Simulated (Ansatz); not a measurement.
Level of theory: DFT PBE, scalar-relativistic, plane waves, PAW in Ansatz 0.2.0. Settings: cutoff 420 eV, Γ-centred meshes spaced at most about 0.3 Å⁻¹, and about 0.25 Å⁻¹ or finer for metals (2π included), Gaussian smearing. No spin polarisation in the final relaxations.

Temperature and zero-point effects are left out.

Two forms of SiF were relaxed alike.

1.

```yaml
crystal:
  lattice:
    - [4.02776, 0.00000, 0.00000]
    - [-2.01388, 3.48814, 0.00000]
    - [0.00000, 0.00000, 8.05562]
  atoms:
    - { symbol: Si, position: [0.66667, 0.33333, 0.09537] }
    - { symbol: Si, position: [0.66667, 0.33333, 0.40463] }
    - { symbol: Si, position: [0.33333, 0.66667, 0.59537] }
    - { symbol: Si, position: [0.33333, 0.66667, 0.90463] }
    - { symbol: F, position: [0.00000, 0.00000, 0.00000] }
    - { symbol: F, position: [0.33333, 0.66667, 0.25000] }
    - { symbol: F, position: [0.00000, 0.00000, 0.50000] }
    - { symbol: F, position: [0.66667, 0.33333, 0.75000] }
```

2.

```yaml
crystal:
  lattice:
    - [1.33860, 0.77284, 3.89831]
    - [-1.33860, 0.77284, 3.89831]
    - [0.00000, -1.54568, 3.89831]
  atoms:
    - { symbol: Si, position: [0.50000, 0.50000, 0.50000] }
    - { symbol: F, position: [0.00000, 0.00000, 0.00000] }
```

Problem. Which is lower in energy, and by how much?

Solution. Cell 2 is lower, by 176 meV/atom. Cell 1 has space group P6_3/mmc (No. 194), 14.1 Å³/atom and no gap on its mesh; cell 2 has space group R-3m (No. 166), 12.1 Å³/atom and no gap. Counting F atoms around Si (those within 1.25 times the shortest such distance or 1.15 times the sum of covalent radii; the shortest distance is added where it is long for a bond), cell 1 has Si 7 from 2.4 Å and cell 2 has Si 6 from 2.5 Å. Cell 1 holds Si–Si pairs (shortest 2.49 Å); in cell 2 the shortest Si–Si distance is 2.68 Å, near bonding range too. The denser one is the lower, and pressure would at first widen the difference. Both come from invented guesses.

In R-3m an odd number of electrons in the primitive cell allows no gap without spin; a larger cell or a magnetic state could open one. A magnetic state wasn't ruled out in cells without spin, among them R-3m. Cells relaxed within their symmetry can be saddle points.

The 176 meV/atom preference for the R-3m cell ranks two poorly bonded arrangements, and says little about the ground state of SiF. In both, even the shortest Si–F contacts, 2.4 and 2.5 Å, are far longer than a normal covalent Si–F bond, so the strongest interaction available to this composition is largely unused. Monovalent silicon would be expected to form three Si–Si bonds and one short, polar Si–F bond, an electron-precise arrangement that normally opens a gap. In R-3m, Si and F both sit on inversion centres, so fluorine cannot move towards a single silicon without breaking the symmetry; this probably explains the stretched contacts better than any error of the functional.

The lower energy of R-3m may reflect delocalised bonding within its triangular silicon sheets, which outweighs the shorter Si–Si pairs of the other cell, together with different Si–F electrostatics. The ordering does not show that either form would survive disproportionation into silicon and SiF₄.
